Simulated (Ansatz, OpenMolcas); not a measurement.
**How methods differ on GeSiH4O (SMILES [SiH3][O][GeH])**

The species is GeSiH4O (7 atoms), meant as a singlet with charge 0. SMILES: `[SiH3][O][GeH]`. The coordinates come from a PBE0-D4/def2-TZVP relaxation. This is one conformer, not always the lowest.

Quantity: the HOMO–LUMO gap, in eV. The values are calculated.

```json
{"level": "HF/def2-SVP", "kind": "Hartree–Fock", "program": "OpenMolcas", "value (eV)": "9.98", "CPU time": "7.5 s"}
{"level": "M06-L/def2-SVP", "kind": "meta-GGA", "program": "OpenMolcas", "value (eV)": "2.83", "CPU time": "32 s"}
{"level": "r2SCAN/def2-SVP", "kind": "meta-GGA", "program": "OpenMolcas", "value (eV)": "2.74", "CPU time": "31 s"}
{"level": "B3LYP/def2-SVP", "kind": "global hybrid", "program": "Ansatz", "value (eV)": "3.91", "CPU time": "6.4 s"}
{"level": "BHLYP/def2-SVP", "kind": "global hybrid", "program": "Ansatz", "value (eV)": "6.21", "CPU time": "7.4 s"}
{"level": "PBE0/def2-SVP", "kind": "global hybrid", "program": "OpenMolcas", "value (eV)": "4.31", "CPU time": "22 s"}
{"level": "wB97M-V/def2-SVP", "kind": "range-separated hybrid", "program": "Ansatz", "value (eV)": "8.46", "CPU time": "51 s"}
{"level": "PBE-QIDH/def2-SVP", "kind": "double hybrid", "program": "Ansatz", "value (eV)": "7.72", "CPU time": "8.4 s"}
```

All-electron rows without a relativistic Hamiltonian named are non-relativistic. The values span 2.74 to 9.98 eV. Orbital gaps aren't excitation energies, and those of double hybrids come from the SCF part alone; they tend to grow with the share of exact exchange. Times are those of the runs behind each value, whatever else they computed, on shared processors of several kinds: orders of magnitude only.

The gap of this molecule is poorly defined by orbital energies alone: the two meta-GGAs nearly agree, at 2.74 and 2.83 eV, while Hartree–Fock gives 9.98 eV. The range-separated hybrid, at 8.46 eV, lies above even the double hybrid, probably because its long-range exchange lowers the occupied levels and leaves the empty ones less strongly bound.

Chemically, the structure is a germylene, with divalent germanium bound to hydrogen and a siloxy oxygen. The HOMO is therefore probably the s-rich lone pair on germanium, and the LUMO its formally empty p orbital. Oxygen should widen the separation in two ways: its electronegativity stabilises the lone pair, while π donation from its own lone pairs pushes the empty p orbital up. The silyl group may temper that donation by competing for the same oxygen electrons.

This frontier pattern fits a closed-shell singlet that can act as both donor and acceptor at germanium, but the gaps don't establish the singlet–triplet ordering.
